**Q:** I have two slabs of MoSi₂ cut along the same plane, (1 0 1), and their surface energies differ by about 40 %. How can one plane have two prices?

MoSi2 slabs (I4/mmm) cut from the relaxed bulk, Miller indices for the conventional cell, computed with Ansatz 0.2.0 using PBEsol and scalar-relativistic plane-wave PAW, without spin polarisation. The cutoff is 420 eV, the Gaussian smearing 0.1 eV and the vacuum 15 Å. Surface energies are means of both faces, and the dipole moment is per surface cell, bottom to top.

```tsv
facet	top plane	planes	slab thickness as cut	surface energy unrelaxed (J/m²)	surface energy relaxed (J/m²)	work function top relaxed (eV)	relaxation energy (J/m²)	dipole moment relaxed (e Å)	surface area (Å²)
(0 0 1)	Si	8	9.15 Å	n/a	n/a	5.189	-0.013	0.0000	10.18
(0 0 1)	Si	9	10.4 Å	2.685	2.632	4.471	-0.053	0.0000	10.18
(1 0 1)	Mo	12	10.83 Å	3.675	3.544	3.581	-0.132	0.1610	13.47
(1 0 1)	Si	12	10.84 Å	2.663	2.524	5.042	-0.139	0.0000	13.47
(1 1 0)	Si2Mo	5	9.02 Å	2.508	2.431	4.244	-0.077	0.0000	17.64
```

**A:** Because the Miller indices fix the direction of the cut but not its height. Along (1 0 1) the atomic planes follow one another as Mo, Si, Si, and so on. A cut between the two Si planes leaves one Si plane outside the Mo on both sides. A cut between Mo and Si leaves bare Mo on one side and two Si planes on the other. After relaxing, the first costs 2.52 J/m² and the second 3.54 J/m², each the mean of its two faces.

**Q:** Does the second cut simply break more bonds?

**A:** Not by a plain count of neighbours. If every contact between nearest neighbours had one fixed price, the cost would be that price times the number cut. Counted from the crystal geometry, both cuts break seven contacts per surface cell, and they differ only in that one Si–Si contact is exchanged for a Mo–Si contact. That exchange would have to be worth 1.70 eV, while the average cost of a whole contact is at most 0.92 eV in any of these cuts. The printed output after this text lists the counts and costs. The runs' own bond counter, whose rule isn't given, does read higher for the Mo cut, 0.4418 against 0.3682 per Å², but that is about 20 % more bonds for about 38 % more unrelaxed energy.

**Q:** Then what is so expensive?

**A:** Look at which atom takes the loss. In both (1 0 1) cuts the top face gives up seven contacts, five on the outer atom and two on the one beneath. In the cheap cut the atom that loses five is Si and the Mo under it loses two; in the expensive cut it is Mo that loses five of its ten neighbours, all of them Si. Theory suggests a reason: Mo binds through d states that mix with the p states of the surrounding Si, so a half-stripped Mo is expected to cost more than a half-stripped Si. The count for Mo doesn't order all the rows, though. Per contact the (1 1 0) cut, where Mo loses only two, costs 0.92 eV against 0.88 eV for the bare-Mo cut, while the two cuts between Si planes cost only 0.57 and 0.64 eV. One can as well say that cutting between Si planes is cheap. Only one slab here has such a bare Mo plane, so the link rests on that case and on this argument. The surface energy is also a mean over two unlike faces, so it can't show how much of the extra cost belongs to the Mo face and how much to the face with two Si planes outside.

**Q:** Can the surface not repair itself by moving its atoms?

**A:** Hardly, within the small surface cell used here and with the starting symmetry kept. Relaxing lowers the two (1 0 1) energies by almost the same amount, 0.13 and 0.14 J/m², so the gap stays. A larger cell might allow the atoms to rearrange more thoroughly.

**Q:** So which surface is the cheapest?

**A:** (1 1 0) is lowest in the table, but the three cheaper cuts lie within about 0.20 J/m² of one another, and thicker slabs were not tried, so their order is tentative. The Si-topped (1 0 1) slab and the nine-plane (0 0 1) slab were run with a different dataset setting, and they are also the two cuts that are cheapest per contact. Their electron count and their mean potential times volume per formula unit match the other runs, which speaks against a large mismatch but doesn't exclude a small one. An error of only 0.013 eV per atom from that source would close the gap between (1 1 0) and Si-topped (1 0 1). To erase the large gap between the two (1 0 1) cuts it would have to be about 0.14 eV per atom, so that result stands on much firmer ground.

**Q:** The work function changes too, from 3.58 eV with Mo on top to 5.04 eV with Si. Why?

**A:** An electron leaving the crystal must cross the thin layer of charge at the surface. The bulk inside is the same, so a different work function means a different surface dipole. If the positive side of that layer points outwards, the electron gets out more easily. The Mo-topped slab has unlike faces and therefore a net dipole, whose positive end lies towards the Mo.

**Q:** Can you tell me the work function of its other face?

**A:** Yes, from electrostatics alone. With $p$ the dipole moment per surface cell divided by $e$ (a length in Å), $A$ the surface area and $e^2 = 14.4$ eV Å, the step between the two vacuum levels is

$$\Delta\phi = \frac{4\pi e^2 p}{A} = \frac{4\pi \times 14.4 \times 0.161}{13.47}\ \text{eV} \approx 2.16\ \text{eV}.$$

Added to the 3.58 eV of the Mo face, this gives about 5.74 eV for the face with two Si planes outside. The formula converts a computed dipole into a voltage; it doesn't explain which atoms carry the charge.

**Q:** And the two (0 0 1) slabs? Is their difference an effect of thickness?

**A:** Probably it is again mainly a matter of what lies outside, but the two slabs differ in thickness as well, and no pair here changes the thickness alone. The nine-plane slab ends with one Si plane above the Mo, the eight-plane slab with two, and the second plane goes with a work function 0.72 eV higher. The direction is the same on (1 0 1). The size is less certain. On (1 0 1) the difference grows from 0.25 to 0.70 eV on relaxing, and runs with a single outer Si plane (both on (1 0 1), the unrelaxed one on (0 0 1)) carry a warning of a rough potential in the thin density outside, which can disturb the vacuum level. The eight-plane slab also holds more Si than the formula allows, so its surface energy would depend on where the extra Si comes from.

**Q:** What should I write down when I prepare a surface?

**A:** Record the outermost planes along with the Miller indices. For the energy, check whether the two faces of the slab are alike, because the value is their mean. For the work function, ask whether the surface ends in Mo, in a mixed plane or in Si: in this table it rises in that order, though across different orientations and by only about 0.2 eV from the mixed plane to the lowest Si top, and on both orientations it is higher with two Si planes outside than with one.

Numerical output:

```
Contacts and cost of the unrelaxed cut (both faces):
      row  contacts cut per cell  of these Mo-Si  neighbours lost by outermost Mo  contacts per A2  cost eV per cell  eV per contact
  (0 0 1)                      6               5                                0           0.5894               n/a             n/a
  (0 0 1)                      6               2                                1           0.5894             3.412          0.5687
  (1 0 1)                      7               5                                5           0.5197             6.179          0.8828
  (1 0 1)                      7               4                                2           0.5197             4.478          0.6397
  (1 1 0)                      6               4                                2           0.3401             5.523          0.9204
Relaxation:
      row  percent of unrelaxed surface energy
  (0 0 1)                                1.974
  (1 0 1)                                3.592
  (1 0 1)                                 5.22
  (1 1 0)                                 3.07
(1 0 1) Mo|Si cut less Si|Si cut, unrelaxed, J/m2: 1.012
(1 0 1) Mo|Si cut less Si|Si cut, relaxed, J/m2: 1.02
The same relaxed difference in percent of the Si|Si cut: 40.41
Spread of the three cheaper cuts, relaxed, J/m2: 0.201
Extra cost of the unrelaxed Mo|Si cut, both faces, eV per cell: 1.702
Dataset mismatch that would erase that extra cost, eV per atom: 0.1418
(1 0 1) Si less (1 1 0), relaxed, J/m2: 0.093
Dataset mismatch that would erase this small gap, eV per atom: 0.01303
Contact density, (0 0 1) over (1 1 0), ratio: 1.733
Unrelaxed surface energy, (0 0 1) 9 planes over (1 1 0), ratio: 1.071
Work function (1 0 1), Si top less Mo top, eV: 1.461
Dipole per cell that makes this difference, e A: 0.1088
Work function (0 0 1), two Si planes outside less one, relaxed, eV: 0.718
Step from the unrelaxed dipole of the (1 0 1) Mo slab, eV: 1.732
Unrelaxed work function, lower face less Mo face, eV: 1.732
Step from the relaxed dipole, eV: 2.163
Lower face of the (1 0 1) Mo slab, relaxed work function from the step, eV: 5.744
Two Si planes outside less one, (1 0 1), unrelaxed then relaxed, eV: 0.2505, 0.7018
Two Si planes outside less one, (0 0 1), unrelaxed, eV: 0.6633
```
